## Results and discussion: what exact exchange does to the ZnS band gap

PBE0 is PBE with a quarter of its exchange replaced by exact exchange, the kind that Hartree-Fock theory uses in full. HSE06 makes nearly the same replacement, but only where two electrons are close together. These three methods therefore show how much the gap of ZnS responds to exact exchange, and over what distance. Is that enough to forecast the gap when exact exchange is used in full, either everywhere, as in Hartree-Fock, or only at long range, as in LC-wPBE?

ZnS, 2 atoms in the cell, built as measured structure, space group F-43m (216), conventional a = 5.388 Å, 19.55 Å³ an atom. Ansatz 0.2.0, plane-wave PAW, no spin polarisation, cell relaxed with r2SCAN. In all rows least direct gap equals band gap.

| level of theory | band gap (eV) | rough cost in core time (min) |
| --- | --- | --- |
| PBE | 2.147 | 0.053 |
| r2SCAN | 2.705 | 0.085 |
| HSE06 | 3.378 | 1.2 |
| PBE0 | 4.044 | 1.2 |
| LDA | 1.896 | 0.041 |
| DDH-PBE0 | 3.415 | 1.4 |
| Hartree-Fock | ? | ? |
| LC-wPBE | ? | ? |

### Why exact exchange opens the gap

The band gap is the energy between the highest filled and the lowest empty state. In ZnS the filled edge is mainly sulfur 3p and the empty edge is a spread-out state with much zinc 4s character. An electron in a filled state is surrounded by an exchange hole, a region from which one electron's worth of like-spin charge is absent. The attraction to this hole lowers filled states strongly and empty states much less. When exact exchange replaces part of PBE's exchange, a filled state gains more attraction than it gives up, whereas the empty state loses some of PBE's attraction and gains little in return. From PBE to PBE0 the filled edge therefore sinks, by about 1.1 eV, while the empty edge rises by about 0.8 eV.

A helium atom shows the same thing in its simplest form. Each of its two electrons is repelled by one other electron, whereas an added third electron would be repelled by two. Exact exchange keeps this distinction; a semilocal functional such as PBE, which gives every electron the same potential, largely loses it. The analogy ends at screening: in a crystal the surrounding electrons rearrange around an added charge and weaken its interactions, and a lone atom has no such surroundings.

The table shows the size of the effect. A quarter of exact exchange raises the gap by 1.90 eV from PBE to PBE0. HSE06 obtains only 1.23 eV of this, so about 35 % of the rise comes from the long-range part that HSE06 leaves out. All rows use the same cell, so none of this is due to a change of lattice.

### A model with a hole of finite size

The model makes two assumptions. The gap rises in proportion to the fraction of exact exchange, and the long-range share of the rise equals the long-range share of the hole's Coulomb energy. Range-separated methods split the Coulomb interaction $1/r$ into a long-range part $\mathrm{erf}(\omega r)/r$ and a short-range remainder, where $\omega$ sets the distance of the changeover. For a hole shaped as a Gaussian of width $a$, centred on its electron, the long-range share is

$$F(\omega)=\frac{\omega a}{\sqrt{1+(\omega a)^2}} .$$

The gap then follows as

$$E = E_{\mathrm{PBE}} + S\,\left[c_{\mathrm{near}}(1-F)+c_{\mathrm{far}}F\right],$$

where $c_{\mathrm{near}}$ and $c_{\mathrm{far}}$ are the fractions of exact exchange at short and long range, and $S$ is the rise for full exact exchange. PBE, HSE06 and PBE0 fix the three constants $E_{\mathrm{PBE}}$, $S$ and $a$. The model reproduces these three rows by construction, and only other rows can test it.

The width comes out as 1.8 Å, somewhat less than the Zn–S bond length. It is an effective length, since real holes are neither Gaussian nor always centred on their electron. The model still offers a plausible reason why HSE06 loses so much although its changeover lies near 5 Å. The long-range interaction doesn't vanish at small distances: it levels off to a constant, and even a compact hole feels that constant.

### Forecasts

For Hartree-Fock both fractions are one, so the PBE0 rise is multiplied by four:

$$E = 2.147 + 4\times 1.897 \approx 9.7\ \mathrm{eV}.$$

The forecast is 9.7 eV, with a range of 8.5 to 10.9 eV, and the largest gap of all. The range is a judgement, because the step is four times longer than the one that set the slope. Orbitals that contract under stronger exchange could raise the result. The zinc 3d states push the filled edge upwards. They sink as exchange grows, and the fading of this push helps to open the gap. Most of that help should come early, so a line drawn through the first quarter could overshoot. Hartree-Fock also drops the correlation part of PBE. With these influences competing, the model's value is left unshifted.

For LC-wPBE the short-range fraction is zero and the long-range fraction is one. With the usual $\omega$ of 0.4 per bohr, assumed here, the changeover moves in to about 1.3 Å, inside the hole's width. The long-range share then grows to 81 %:

$$E = 2.147 + 0.806\times 7.588 \approx 8.3\ \mathrm{eV}.$$

The forecast is 8.3 eV, with a range of 7.1 to 9.5 eV, between PBE0 and Hartree-Fock. The width of this range reflects the shape of the hole. A hole with a sharper centre and a longer tail, represented by a formula that saturates more slowly, gives 7.2 eV from the same three known gaps.

The cost of both methods should resemble that of the known hybrids, about 1.3 min within a factor of two, because evaluating exact exchange dominates the work.

### Computed values

The withheld rows as computed:

| level of theory | band gap (eV) | rough cost in core time (min) |
| --- | --- | --- |
| Hartree-Fock | 10.284 | 1.4 |
| LC-wPBE | 8.275 | 0.73 |

Both gaps fall within their ranges and in the forecast order. The Hartree-Fock forecast is 0.55 eV too low, about 5 % of the computed gap. Beyond PBE0 the gap rises by 2.08 eV on average for each further quarter of exact exchange, compared with 1.90 eV for the first. The rise is therefore steeper than a straight line. Contracting orbitals are a plausible reason, but the loss of correlation enters in the same step, and these results don't separate the two. The k mesh may also contribute: it matters most for unscreened exchange, its effect wasn't tested, and the runs don't all share one mesh (8×8×8 for PBE, 6×6×6 for PBE0). Only if Hartree-Fock used the same mesh as PBE0 would an error proportional to the fraction of exact exchange enter the forecast equally and leave the line straight.

The LC-wPBE forecast agrees with the computed gap to about 0.01 eV, far better than the model deserves. The slower saturation would have missed by 1.1 eV, and a smaller $\omega$ of 0.3 per bohr would have lowered the Gaussian forecast to 7.6 eV. The Hartree-Fock row gives a further reason for caution. LC-wPBE achieves 75 % of the computed Hartree-Fock rise over PBE, not 81 %, so on this measure the model's share is too large and its full rise too small, and the two errors offset each other.

The costs also stay within the factor of two. Hartree-Fock is close to the hybrids, while LC-wPBE takes a little over half their average time and lies near the lower edge of the forecast. These are rough timings of single runs, so they don't establish that LC-wPBE is the cheaper method in general.

### More exact exchange is not a better gap

The measured gap of ZnS is roughly 3.7 to 3.8 eV, a recalled value. The semilocal methods LDA, PBE and r2SCAN lie below it by about one to two electronvolts. The three hybrids come within about 0.4 eV, whereas LC-wPBE and Hartree-Fock overshoot by more than 4 eV. Spin–orbit coupling and zero-point motion, both left out, typically change such a gap by about a tenth of an electronvolt and can't account for errors of that size.

The overshoot follows from screening. When an electron is added to or removed from ZnS, the other electrons polarise and reduce its long-range interactions by roughly the dielectric constant. Hartree-Fock and LC-wPBE keep long-range exchange at full strength, which suits a small isolated molecule but not a polarisable solid. The hybrids imitate the screening, HSE06 by cutting exact exchange off at long range and PBE0 by scaling it down everywhere.

DDH-PBE0 makes this link explicit by setting the fraction of exact exchange to the inverse of the dielectric constant. A fraction of 0.19, based on a recalled measured constant, puts the model 0.17 eV above the computed gap. A linear rise would need 0.17 instead, hence a dielectric constant near 6. The runs support this value: the filled edge, the empty edge and the total energy each move about two thirds of the way from PBE to PBE0, as a fraction near 0.17 would make them. The model's miss here therefore comes mainly from the recalled constant, not from the assumption of a linear rise. The resulting gap is only 0.04 eV above that of HSE06, too little to rank the two methods against a measured gap that is itself quoted only to about a tenth of an electronvolt.

For ZnSe the same sequence of methods would start from a lower gap, partly because selenium 4p states lie higher than sulfur 3p. Its stronger screening would call for a smaller fraction of long-range exchange, and Hartree-Fock would again overshoot. For the band gap of ZnS, the table favours a hybrid with reduced or screened exchange. All the methods with exact exchange cost many times more than PBE, but among them only the three hybrids repay this with a gap closer to experiment. The printed analysis below gives the model's values and misses for the rows outside the fit. For LDA and r2SCAN, which contain no exact exchange, the model can only return the PBE gap, so it lies 0.25 eV above the first and 0.56 eV below the second.

The analysis program printed:

```
fit of gap on 3 rows (used > 0): constant 2.147 +/- 4.3e-16, coefficient of weight 7.588 +/- 2.5e-15; rms 2.56e-16, worst PBE -4.44e-16, leave-one-out rms 3.52e-15
  rows outside the fit (model, value, miss): r2SCAN 2.147, 2.705, -0.558; LDA 2.147, 1.896, 0.251; DDH-PBE0 3.589, 3.415, 0.174; Hartree-Fock 9.735, 10.28, -0.549; LC-wPBE 8.266, 8.275, -0.0093
PBE0 gap less PBE gap, eV: 1.897
HSE06 gap less PBE gap, eV: 1.231
share of the PBE0 rise lost in HSE06, percent: 35.11
effective length a of the hole, angstrom: 1.804
model long-range share at 0.4 per bohr, percent: 80.64
LC-wPBE gap with slower saturation, eV: 7.178
miss of slower saturation (prediction less computed), eV: -1.097
LC-wPBE gap of the Gaussian model at 0.3 per bohr, eV: 7.572
LDA gap less PBE gap, eV: -0.251
r2SCAN gap less PBE gap, eV: 0.558
DDH-PBE0 gap less HSE06 gap, eV: 0.037
DDH fraction implied by a linear rise: 0.1671
dielectric constant implied by that fraction: 5.984
Hartree-Fock gap less PBE gap, eV: 8.137
rise per quarter of exact exchange from PBE0 to Hartree-Fock, eV: 2.08
Hartree-Fock gap less LC-wPBE gap, eV: 2.009
LC-wPBE rise over PBE as part of the Hartree-Fock rise, percent: 75.31
mean cost of the three known hybrids, min: 1.267
that mean cost over the PBE cost, ratio: 23.9
Hartree-Fock cost over that mean, ratio: 1.105
LC-wPBE cost over that mean, ratio: 0.5763
```
